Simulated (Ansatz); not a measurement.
FePt: pressure against volume per atom

Periodic Kohn-Sham DFT of a crystal at fixed atoms; pressure and stress are positive in compression; the energy is the free energy less that of spherical unpolarised free atoms; site moments are those in the method's own spheres, positive along +z. The results are calculated, by Ansatz 0.2.0.

Cell of the first row (space group P4/mmm, No. 123):
```
CELL_PARAMETERS angstrom
2.66660 0.00000 0.00000
0.00000 2.66660 0.00000
0.00000 0.00000 3.62510
ATOMIC_POSITIONS crystal
Fe 0.50000 0.50000 0.50000
Pt 0.00000 0.00000 0.00000
```

Settings of every row: method frozen-core PAW; functional PBE; relativity scalar; k mesh 12x12x9; filling fermi-dirac; smearing width 0.05 eV; wave cutoff 420 eV; paw set soft_2.

Atom:
```
element  start moment (bohr magneton)
     Fe                             3
     Pt                             0
```

Limits: no spin-orbit coupling on heavy atoms; with one magnetic atom in the cell only parallel moments are possible.

```
row  volume per atom (Å³)  pressure (GPa)  cell moment (bohr magneton)
  1                12.888           21.23                        3.176
  2                 13.43           9.932                        3.254
  3                13.704           5.121                        3.289
  4                13.978               ?                            ?
  5                14.526            -6.4                        3.381
```

Question: what pressure should row 4 give?

Worked fit of pressure. Take u = (V_r/V)^(2/3) − 1 with V_r = 13.567 Å³ an atom, which is twice the finite (Eulerian) strain; such expansions in the strain, on which the Birch-Murnaghan equation of state is built, carry the rest volume and the bulk modulus. The shown rows have u = 0.03482, 0.00679, -0.00668, -0.04451. Least squares give pressure = 7.4591 + 358.519 × u + 1059.91 × u² GPa; a straight line predicts inner rows, each left out in turn, worse (root mean square 1.1 against 0.021 GPa). The rows lie off it by 0.002, -0.010, 0.010, -0.001 (root mean square 0.0072 GPa). The pressure vanishes at u = -0.0223, or V = 14.03 Å³ an atom, and there the bulk modulus at fixed shape and fractions is B = −V dP/dV = (2/3)(1 + u) dP/du = 203 GPa. Letting shape and atoms relax would as a rule lower it, by much in layered, chain or molecular crystals. The withheld row has u = -0.0197, so the fit gives 7.4591 + 358.519 × (-0.0197) + 1059.91 × (-0.0197)² = 0.808 GPa.

The calculation gave 0.825 GPa. The fit lies 0.017 GPa (2.1 % of the value, 0.062 % of the column's range) below it; its largest miss of a shown row is 0.010 GPa.

The other values of row 4: cell moment 3.322 bohr magneton.
